This PBE calculation with the program Ansatz starts from a slab cut out of bulk BiTe in the rocksalt structure, with planes in the order Bi-Te-Bi-Te-Bi-Te-Bi, and lets its atoms relax. In the table, "relaxed plane spacing to next" is the gap above each plane, and "relaxed plane spacing change" compares that gap with the relaxed bulk. The two halves of the slab are equivalent by symmetry, so there are three independent gaps.

Ansatz 0.2.0, scalar-relativistic PBE, plane waves (420 eV cutoff) and PAW, without spin polarization or dispersion correction: seven-plane (111) slab of rocksalt BiTe with Bi on both faces, all atoms relaxed. The k mesh is 9×9×1, with 0.1 eV Gaussian smearing. Planes are numbered from bottom to top, and spacing changes are relative to the relaxed bulk.

```
row  relaxed plane number  relaxed plane spacing to next (Å)  relaxed plane spacing change (Å)  relaxed plane rumpling (Å)
  1                     1                              1.672                            -0.205                       0.000
  2                     2                              2.039                             0.162                       0.000
  3                     3                              1.838                            -0.039                       0.000
  4                     4                              1.838                            -0.039                       0.000
  5                     5                              2.039                             0.162                       0.000
  6                     6                              1.672                            -0.205                       0.000
  7                     7                                n/a                               n/a                       0.000
```

**1. Which gap changes most?**

The outermost one, which closes by 0.205 Å, or 11% of the bulk spacing. The next gap opens by 0.162 Å, and the two middle gaps close by only 0.039 Å each. Because the openings make up for about two thirds of the closings, the whole slab becomes only about 1.5% thinner. Total thickness is therefore a poor measure of how strongly a surface has relaxed.

**2. Does an 11% closing mean bonds that are 11% shorter?**

No, because the Bi-Te bonds run at a slant between the planes. Bringing two planes closer to each other shortens only the upright part of each bond and leaves its sideways part alone. For this crystal the bond changes by about a third as many percent as the gap. The outer bonds are thus 3.5% shorter than in the relaxed bulk, where they measure 3.251 Å. The bulk cell was itself relaxed first, and its contacts were slightly shorter before that.

**3. Does the surface Bi simply sink inward?**

Only in part. The central plane stays put by symmetry, so adding up the gap changes from there gives the movement of each plane. The surface Bi moves inward by 0.082 Å, while the Te beneath it moves outward by 0.123 Å. The Te accounts for 60% of the outer closing, and the same movement provides most of the opening behind it. The next Bi plane, moving inward, provides the rest.

**4. Why does the Te move towards the surface?**

In the freshly cut slab the calculated forces already push the surface Bi inward and the Te outward. They show how the movement begins, but not which change in bonding causes it. Bonding theory offers an explanation. A surface Bi has three Te neighbours instead of six, and an atom that has lost neighbours often binds the remaining ones more strongly.

The Te has three Bi neighbours on each side, lying opposite one another. In such a network one p orbital of the Te serves two opposite bonds, so strengthening one tends to weaken the other. The calculated bonds fit this exchange: 3.14 Å on the surface side and 3.35 Å on the inner side, with an average close to the bulk value. They don't prove it, because any outward shift of the Te between its Bi neighbours would shorten one set of bonds and lengthen the other. Some p-bonded crystals, bismuth among them, split into short and long bonds of their own accord. This is expected most when the p shells are half full, and BiTe has one p electron per formula unit beyond that. These data don't show whether such a tendency adds to the effect of the cut.

The same reasoning offers a first guess for a similar p-bonded surface: bonds next to the missing neighbours shorten, and the bonds opposite them lengthen. One slab can't show how far that guess carries.

**5. Can the starting forces predict the result?**

They predict the directions. The energy needs the finished movements as well, and then comes out fairly well. If each force falls steadily to zero as its plane moves, the energy released is half of force times distance. For the outer Bi, the Te and the next Bi, counted twice for the two halves, this gives

2 × ½ × (0.455 × 0.082 + 0.616 × 0.123 + 0.219 × 0.039) ≈ 0.12 eV.

The full calculation gives 0.13 eV per slab cell, so for the total energy a spring-like picture works fairly well.

Individual gaps are harder to predict. Adding the forces from the surface inward gives the push carried across each gap, and its sign matches every closing and opening. A model with one common spring stiffness, fitted to the three independent gaps, nevertheless gives only half of the second gap's opening, although that gap was in the fit. In this spring picture, the second gap yields more easily than the outer one. Stretched bonds usually soften, but forces between more distant planes, which the model omits, could also contribute.

**6. What could a thicker slab change?**

Counted from the bottom, a repeating short-long pattern would make the third gap short and the fourth long. Counted from the top, it would do the reverse. The slab starts with equivalent faces that push the central Te equally, so these two gaps stay equal and the patterns from the two faces compete at the centre. The small change there may therefore reflect the thinness of the slab. Add planes in pairs, which keeps Bi on both faces, until the first three gaps from each face stop changing.

**7. Which digits can be trusted?**

The differences between the three gaps are large enough to trust within this calculation, but the thousandths are not assured. The forces left after relaxation aren't shown, and the program warned that the exchange-correlation potential is rough where the electron density is thin, as it is outside the slab.

A real surface is a harder matter. Spin-orbit coupling is missing, and in Bi and Te it alters the p electrons that form these bonds. Dispersion is missing too, and could matter most for the long second gap. To include either effect, repeat the bulk as well as the slab, because each change is measured from the bulk spacing. Even then the result would describe a model crystal, since real BiTe is normally layered and not rocksalt.

The zeros for rumpling carry no information about surface flatness. Each plane has one atom in the repeating cell, so it cannot buckle; testing that requires a wider cell. The printed analysis below lists the bond lengths, movements and spring model.

The analysis program printed:

```
fit of dd on 3 rows (p < 4): coefficient of push -0.515 +/- 0.12; rms 0.049, worst 2 -0.0791, leave-one-out rms 0.145
  rows outside the fit (model, value, miss): 4 -0.02981, -0.039, 0.00919; 5 0.08287, 0.162, -0.0791; 6 -0.2342, -0.205, -0.0292
Gap above each plane:
  row  gap change in percent  Bi-Te contact in angstrom  contact change in percent  push across gap in eV/angstrom  one-spring change in angstrom  push over closing in eV/angstrom^2
    1                 -10.92                      3.137                     -3.503                          0.4547                        -0.2342                               2.218
    2                  8.631                      3.347                      2.957                         -0.1609                        0.08287                              0.9933
    3                 -2.078                      3.229                    -0.6877                         0.05789                       -0.02981                               1.484
    4                 -2.078                      3.229                    -0.6877                         0.05789                       -0.02981                               1.484
    5                  8.631                      3.347                      2.957                         -0.1609                        0.08287                              0.9933
    6                 -10.92                      3.137                     -3.503                          0.4547                        -0.2342                               2.218
    7                    n/a                        n/a                        n/a                               0                              0                                 n/a
Bulk plane spacing used as reference (angstrom): 1.877
Bulk Bi-Te contact (angstrom): 3.251
Second contact less outer contact (angstrom): 0.21
Mean contact of the second-plane Te (angstrom): 3.242
Surface Bi moves inward relative to the centre plane (angstrom): 0.082
Second-plane Te moves outward relative to the centre plane (angstrom): 0.123
Third-plane Bi moves inward relative to the centre plane (angstrom): 0.039
Share of the outer closing due to the Te (percent): 60
Change of the whole slab thickness (angstrom): -0.164
Change of the whole slab thickness (percent): -1.456
Computed energy gain of relaxation (eV per slab cell): 0.1323
Harmonic estimate of the gain from forces and displacements (eV per slab cell): 0.1215
Harmonic estimate over computed gain (percent): 91.87
```
